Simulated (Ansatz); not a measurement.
Li: energy less free atoms and pressure against volume scale

Results calculated with Ansatz 0.2.0, not measured. Periodic Kohn-Sham DFT of a crystal at fixed atoms, scaled to volume_scale times the given cell; pressure positive in compression, energy less spherical unpolarised free atoms, largest_vzz the field gradient of largest size among the nuclei.

The cell before it is scaled or strained (space group R-3m, No. 166):
```
cell vectors (Å)
   1.5505     0.8952     7.5883
  -1.5505     0.8952     7.5883
   0.0000    -1.7904     7.5883
atoms (fractions of the cell vectors)
Li  0.00000  0.00000  0.00000
Li  0.22200  0.22200  0.22200
Li  0.77800  0.77800  0.77800
```

Settings of every row: method all-electron LAPW; functional PBEsol; relativity scalar; k mesh 12x12x12; filling fermi-dirac; smearing width 0.05 eV; basis error target 1 meV/atom; nucleus gaussian.

Atom start moment: 0 on all atoms.

```
row  volume scale  V (Å³/atom)  energy less free atoms (eV/atom)  pressure (GPa)
  1          0.94       19.801                           -1.9706            0.28
  2          0.96       20.223                            -1.971          -0.016
  3          0.98       20.644                                 ?               ?
  4          0.99       20.855                           -1.9701          -0.412
  5             1       21.065                           -1.9694          -0.533
  6          1.01       21.276                           -1.9686          -0.649
  7          1.02       21.487                           -1.9677          -0.759
  8          1.04       21.908                           -1.9654          -0.966
  9          1.06       22.329                           -1.9626          -1.156
```

Question: what energy less free atoms and pressure should row 3 give?

Worked fit of energy less free atoms. Take u = (V_r/V)^(2/3) − 1 with V_r = 21.171 Å³ an atom, which is twice the finite (Eulerian) strain; such expansions in the strain, on which the Birch-Murnaghan equation of state is built, carry the rest volume and the bulk modulus. The shown rows have u = 0.04561, 0.03101, 0.01008, 0.00335, -0.00329, -0.00983, -0.02255, -0.03488. Least squares give energy less free atoms = −1.96905 − 0.1198 × u + 1.871 × u² eV/atom; a straight line predicts inner rows, each left out in turn, worse (root mean square 0.00098 against 3.7e-05 eV/atom). All shown rows lie on it to the printed digit. Its lowest point lies at u = 0.0320, or V = 20.19 Å³ an atom, and the curvature there gives the bulk modulus at fixed shape and fractions, B = (4/9)(1 + u)² E″(u)/V = 14.1 GPa. Letting shape and atoms relax would as a rule lower it, by much in layered, chain or molecular crystals. The withheld row has u = 0.01695, so the fit gives −1.96905 − 0.1198 × (0.01695) + 1.871 × (0.01695)² = -1.9705 eV/atom.

The calculation gave -1.9705 eV/atom. The fit meets it to the printed digit.

Worked fit of pressure. Take u = (V_r/V)^(2/3) − 1 with V_r = 21.171 Å³ an atom, which is twice the finite (Eulerian) strain; such expansions in the strain, on which the Birch-Murnaghan equation of state is built, carry the rest volume and the bulk modulus. The shown rows have u = 0.04561, 0.03101, 0.01008, 0.00335, -0.00329, -0.00983, -0.02255, -0.03488. Least squares give pressure = −0.5916 + 17.442 × u + 36.46 × u² GPa; a straight line predicts inner rows, each left out in turn, worse (root mean square 0.019 against 0.00047 GPa). The rows lie off it by 0.000, 0.000, 0.000, 0.000, 0.000, 0.001, 0.000, 0.000. The pressure vanishes at u = 0.0318, or V = 20.2 Å³ an atom, and there the bulk modulus at fixed shape and fractions is B = −V dP/dV = (2/3)(1 + u) dP/du = 13.6 GPa. Letting shape and atoms relax would as a rule lower it, by much in layered, chain or molecular crystals. The withheld row has u = 0.01695, so the fit gives −0.5916 + 17.442 × (0.01695) + 36.46 × (0.01695)² = -0.285 GPa.

The calculation gave -0.286 GPa. The fit lies 0.001 GPa (0.07 % of the column's range) above it, one unit of the last digit.
